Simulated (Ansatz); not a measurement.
A series in volume scale on HfC

Results calculated with Ansatz 0.2.0, not measured. Free energy against uniform scaling of the volume at fixed shape and fractions; periodic cell, basis, potentials, k mesh and filling as listed.

The cell before it is scaled or strained (space group P6_3/mmc, No. 194):
```
cell vectors (Å)
   3.3429     0.0000     0.0000
  -1.6714     2.8950     0.0000
   0.0000     0.0000     5.2027
atoms (fractions of the cell vectors)
Hf  0.66667  0.33333  0.75000
Hf  0.33333  0.66667  0.25000
C   0.00000  0.00000  0.00000
C   0.00000  0.00000  0.50000
```

Settings of every row: functional r2SCAN; dispersion none; accuracy low; potentials PAW; wave cutoff 761.92 eV; density cutoff 3047.7 eV; k mesh 8x8x5; k shift 0x0x0; occupations fermi dirac; smearing width 0.1 eV; spin none.

Limits: coarse k mesh, up to 40 meV an atom off; loose SCF threshold; no spin-orbit coupling, which can matter with elements this heavy; the cell comes from a prototype or a list of computed structures and needn't be the stable phase.

```
row  volume scale  V (Å³/atom)  pressure (GPa)  energy above lowest point (meV/atom)
  1           0.9       11.329           27.41                                    87
  2         0.925       11.643               ?                                     ?
  3          0.95       11.958           10.45                                  14.1
  4         0.975       12.273            3.45                                   0.6
  5             1       12.588           -2.72                                     0
  6         1.025       12.902           -8.16                                  10.8
  7          1.05       13.217          -12.95                                  31.6
  8         1.075       13.532          -17.18                                  61.3
  9           1.1       13.846          -20.91                                  98.8
```

Question: what pressure and energy above lowest point should row 2 give?

Worked fit of pressure. Take u = (V_r/V)^(2/3) − 1 with V_r = 12.745 Å³ an atom, which is twice the finite (Eulerian) strain; such expansions in the strain, on which the Birch-Murnaghan equation of state is built, carry the rest volume and the bulk modulus. The shown rows have u = 0.08168, 0.04341, 0.02548, 0.0083, -0.00813, -0.02395, -0.03916, -0.05374. Least squares give pressure = −5.523 + 330.11 × u + 847.1 × u² + 584 × u³ GPa; a parabola predicts inner rows, each left out in turn, worse (root mean square 0.045 against 0.0072 GPa). The rows lie off it by 0.00, 0.00, 0.00, 0.00, -0.01, 0.00, 0.01, 0.00. The pressure vanishes at u = 0.0161, or V = 12.44 Å³ an atom, and there the bulk modulus at fixed shape and fractions is B = −V dP/dV = (2/3)(1 + u) dP/du = 242 GPa. Letting shape and atoms relax would as a rule lower it, by much in layered, chain or molecular crystals. The withheld row has u = 0.06214, so the fit gives −5.523 + 330.11 × (0.06214) + 847.1 × (0.06214)² + 584 × (0.06214)³ = 18.40 GPa.

The calculation gave 18.39 GPa. The fit lies 0.01 GPa (0.021 % of the column's range) above it, one unit of the last digit.

Worked fit of energy above lowest point. Take u = (V_r/V)^(2/3) − 1 with V_r = 12.745 Å³ an atom, which is twice the finite (Eulerian) strain; such expansions in the strain, on which the Birch-Murnaghan equation of state is built, carry the rest volume and the bulk modulus. The shown rows have u = 0.08168, 0.04341, 0.02548, 0.0083, -0.00813, -0.02395, -0.03916, -0.05374. Least squares give energy above lowest point = 4.07 − 659.7 × u + 20509 × u² meV/atom; a straight line predicts inner rows, each left out in turn, worse (root mean square 31 against 0.038 meV/atom). The rows lie off it by 0.0, 0.0, 0.0, 0.0, 0.0, 0.0, -0.1, 0.0. Its lowest point lies at u = 0.0161, or V = 12.44 Å³ an atom, and the curvature there gives the bulk modulus at fixed shape and fractions, B = (4/9)(1 + u)² E″(u)/V = 242 GPa. Letting shape and atoms relax would as a rule lower it, by much in layered, chain or molecular crystals. The withheld row has u = 0.06214, so the fit gives 4.07 − 659.7 × (0.06214) + 20509 × (0.06214)² = 42.3 meV/atom.

The calculation gave 42.3 meV/atom. The fit meets it to the printed digit.
